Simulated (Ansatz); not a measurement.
## A series in volume scale on Ba2IrO4

All results are calculated (Ansatz 0.2.0). Free energy against uniform scaling of the volume at fixed shape and fractions; periodic cell, basis, potentials, k mesh and filling as listed.

The cell before it is scaled or strained (space group I4/mmm, No. 139):
```
CELL_PARAMETERS angstrom
-2.01650 2.01650 6.71840
2.01650 -2.01650 6.71840
2.01650 2.01650 -6.71840
ATOMIC_POSITIONS crystal
Ba 0.35491 0.35491 0.00000
Ba 0.64509 0.64509 0.00000
Ir 0.00000 0.00000 0.00000
O 0.50000 0.00000 0.50000
O 0.15421 0.15421 0.00000
O 0.84579 0.84579 0.00000
O 0.00000 0.50000 0.50000
```

Settings of every row: functional r2SCAN; dispersion none; accuracy low; potentials PAW; wave cutoff 500 eV; density cutoff 2000 eV; k mesh 9x9x9; k shift 0x0x0; occupations fermi dirac; smearing width 0.3 eV; spin none.

Limits: coarse k mesh, up to 40 meV an atom off; loose SCF threshold; odd electron count without spin; wide smearing; no spin-orbit coupling, which can matter with elements this heavy; the cell comes from a prototype or a list of computed structures and needn't be the stable phase.

| row | volume scale | V (Å³/atom) | pressure (GPa) | energy above lowest point (meV/atom) |
| --- | --- | --- | --- | --- |
| 1 | 0.94 | 14.674 | ? | ? |
| 2 | 0.96 | 14.986 | 4.49 | 5.6 |
| 3 | 0.98 | 15.299 | 1.35 | 0 |
| 4 | 1 | 15.611 | -1.45 | 0.1 |
| 5 | 1.02 | 15.923 | -3.94 | 5.4 |
| 6 | 1.04 | 16.235 | -6.15 | 15.3 |
| 7 | 1.06 | 16.547 | -8.11 | 29.2 |

Question: what pressure and energy above lowest point should row 1 give?

Worked fit of pressure. Take u = (V_r/V)^(2/3) − 1 with V_r = 15.767 Å³ an atom, which is twice the finite (Eulerian) strain; such expansions in the strain, on which the Birch-Murnaghan equation of state is built, carry the rest volume and the bulk modulus. The shown rows have u = 0.03445, 0.02029, 0.00665, -0.00654, -0.01931, -0.03168. Least squares give pressure = −2.73 + 188.85 × u + 602.2 × u² GPa; a straight line predicts inner rows, each left out in turn, worse (root mean square 0.25 against 0.0025 GPa). All shown rows lie on it to the printed digit. The pressure vanishes at u = 0.0138, or V = 15.45 Å³ an atom, and there the bulk modulus at fixed shape and fractions is B = −V dP/dV = (2/3)(1 + u) dP/du = 139 GPa. Letting shape and atoms relax would as a rule lower it, by much in layered, chain or molecular crystals. The withheld row has u = 0.04906, so the fit gives −2.73 + 188.85 × (0.04906) + 602.2 × (0.04906)² = 7.98 GPa.

The calculation gave 8.03 GPa. The fit lies 0.05 GPa (0.31 % of the column's range) below it; its largest miss of a shown row is 0.00 GPa. This row lies beyond the range of the fit.

Worked fit of energy above lowest point. Take u = (V_r/V)^(2/3) − 1 with V_r = 15.767 Å³ an atom, which is twice the finite (Eulerian) strain; such expansions in the strain, on which the Birch-Murnaghan equation of state is built, carry the rest volume and the bulk modulus. The shown rows have u = 0.03445, 0.02029, 0.00665, -0.00654, -0.01931, -0.03168. Least squares give energy above lowest point = 2.16 − 398 × u + 14429 × u² meV/atom; a straight line predicts inner rows, each left out in turn, worse (root mean square 6.1 against 0.072 meV/atom). The rows lie off it by 0.0, 0.0, -0.1, 0.0, 0.1, 0.0. The withheld row has u = 0.04906, so the fit gives 2.16 − 398 × (0.04906) + 14429 × (0.04906)² = 17.4 meV/atom.

The calculation gave 17.8 meV/atom. The fit lies 0.4 meV/atom (2.2 % of the value, 1.4 % of the column's range) below it; its largest miss of a shown row is 0.1 meV/atom. This row lies beyond the range of the fit.
